**Noether current of the 1s electron in Pb$^{81+}$**

**Problem.** One electron is bound to a point nucleus of infinite mass, $Z=82$, $V=-Z\alpha\hbar c/r$, in the 1s state with $m_j=+\tfrac12$. Data: $\alpha=1/137.036$, $a_0=\hbar/(mc\alpha)=5.29177\times10^{-11}$ m, $c=2.99792458\times10^{8}$ m/s, $e=1.602177\times10^{-19}$ C (electron charge $-e$), $\mu_B=9.27401\times10^{-24}$ J/T, approximate nuclear radius $R=5.5$ fm. Find the conserved U(1) current, its value at $r=a_0/Z$ in the equatorial plane, the total circulating current and the magnetic moment.

**Why it is conserved.** I use $x^0=ct$ and metric $(+,-,-,-)$. Let $\delta\phi_a=\epsilon X_a$ change $\mathcal L$ by $\epsilon\,\partial_\mu K^\mu$. With $\pi_a^\mu=\partial\mathcal L/\partial(\partial_\mu\phi_a)$, the field equations $\partial\mathcal L/\partial\phi_a=\partial_\mu\pi_a^\mu$ turn the chain rule into $\delta\mathcal L=\epsilon\,\partial_\mu\sum_a\pi_a^\mu X_a$. So $j^\mu=\sum_a\pi_a^\mu X_a-K^\mu$ obeys $\partial_\mu j^\mu=0$ on shell. For a phase I take $X=-i\phi/\hbar$ for the field and the conjugate for its partner; $K^\mu=0$. I write $j^\mu=(c\rho,\mathbf j)$.

Scalar, $\mathcal L=(\hbar^2\partial_\mu\phi^*\partial^\mu\phi-m^2c^2\phi^*\phi)/2m$:
$$j^\mu=\frac{i\hbar}{2m}\left(\phi^*\partial^\mu\phi-\phi\,\partial^\mu\phi^*\right).$$
For $\phi\propto e^{-iEt/\hbar}$ this gives $\rho=E|\phi|^2/mc^2$, which takes either sign; minimal coupling replaces $E$ by $E-V$.

Dirac, $\mathcal L=\bar\psi(i\hbar c\gamma^\mu\partial_\mu-mc^2-V\gamma^0)\psi$: only $\psi$ carries a derivative, $\pi^\mu=i\hbar c\bar\psi\gamma^\mu$, so
$$j^\mu=c\bar\psi\gamma^\mu\psi,\qquad \rho=\psi^\dagger\psi\ge0,\qquad \mathbf j=c\psi^\dagger\boldsymbol\alpha\psi,$$
unchanged by $V$. Positivity holds for the c-number field; the quantised, normal-ordered charge counts electrons minus positrons.

**Orbital.** In the Dirac representation, with $\chi=(1,0)^T$ and $E=\gamma mc^2$,
$$\psi=u(r)\begin{pmatrix}\chi\\ i\eta\,(\boldsymbol\sigma\cdot\hat{\mathbf r})\chi\end{pmatrix},\quad u\propto r^{\gamma-1}e^{-kr},\quad \gamma=\sqrt{1-(Z\alpha)^2},\quad \eta=\frac{Z\alpha}{1+\gamma},\quad k=\frac{Z}{a_0}.$$
Numbers (carried unrounded): $Z\alpha=0.5984$, $\gamma=0.8012$, $\eta=0.3322$, $k=1.550\times10^{12}$ m$^{-1}$, $1/k=0.6453$ pm.

**Density.** Since $(\boldsymbol\sigma\cdot\hat{\mathbf r})^2=1$, $\rho=u^2(1+\eta^2)$ is isotropic, and the lower components hold $\eta^2/(1+\eta^2)=(1-\gamma)/2=0.0994$ of it. Setting the Noether charge $\int\rho\,d^3r$ to 1,
$$\rho=\frac{(2k)^{2\gamma+1}r^{2\gamma-2}e^{-2kr}}{4\pi\Gamma(2\gamma+1)}.$$
With $\Gamma(2\gamma+1)=1.432$ I get $\rho(1/k)=2^{2\gamma+1}\exp(-2)\,k^3/[4\pi\Gamma(2\gamma+1)]=1.70\times10^{35}$ m$^{-3}$.

**Spatial current.** $\boldsymbol\alpha$ couples upper to lower components, and $[\sigma_i,\sigma_j]=2i\epsilon_{ijl}\sigma_l$:
$$\mathbf j=i c\eta u^2\chi^\dagger[\boldsymbol\sigma,\boldsymbol\sigma\cdot\hat{\mathbf r}]\chi=-2c\eta u^2\,\hat{\mathbf r}\times\hat{\mathbf z}=2c\eta u^2\sin\theta\,\hat{\boldsymbol\varphi}.$$
Because $2\eta/(1+\eta^2)=Z\alpha$,
$$\mathbf j=Z\alpha c\,\rho\sin\theta\,\hat{\boldsymbol\varphi},\qquad Z\alpha c=1.794\times10^{8}\ \text{m/s}.$$
Conservation is explicit: $\rho$ is static, and an azimuthal field independent of $\varphi$ has no divergence. Also $j^\mu j_\mu=c^2\rho^2[1-(Z\alpha)^2\sin^2\theta]>0$, so the flow is timelike. At $r=1/k$, $\theta=\pi/2$ the electric current density is $J_\varphi=-eZ\alpha c\rho=-4.88\times10^{24}$ A/m$^2$.

**Total current** through a half-plane of fixed $\varphi$, area element $r\,dr\,d\theta$. The angle gives $\int_0^\pi\sin\theta\,d\theta=2$, and $\int\rho\,r\,dr=\langle 1/r\rangle/4\pi$ with $\langle1/r\rangle=k/\gamma$:
$$I=-\frac{eZ\alpha c\,k}{2\pi\gamma}=-8.85\ \text{A}.$$

**Magnetic moment.** $\mu_z=-\tfrac e2\int r\sin\theta\,j_\varphi\,d^3r=-\tfrac e2 Z\alpha c\cdot\tfrac23\langle r\rangle$, with $\langle r\rangle=(2\gamma+1)/2k=0.840$ pm. Using $\alpha c\,a_0=\hbar/m$ and $\mu_B=e\hbar/2m$,
$$\mu_z=-\frac{1+2\gamma}{3}\mu_B=-0.867\,\mu_B=-8.04\times10^{-24}\ \text{J/T}.$$
With $\mu_z=-g\mu_Bm_j$ this is Breit's $g=\tfrac23(1+2\gamma)=1.73$, which tends to 2 as $Z\alpha\to0$.

**What I left out.** The free-electron radiative term adds $\alpha/\pi=2.3\times10^{-3}$ to $g$, and binding modifies it at this $Z$. Nuclear size enters on the rough relative scale $(2kR)^{2\gamma}=1.5\times10^{-3}$. For the real ion these terms can move the third figure of my results, so I print no more.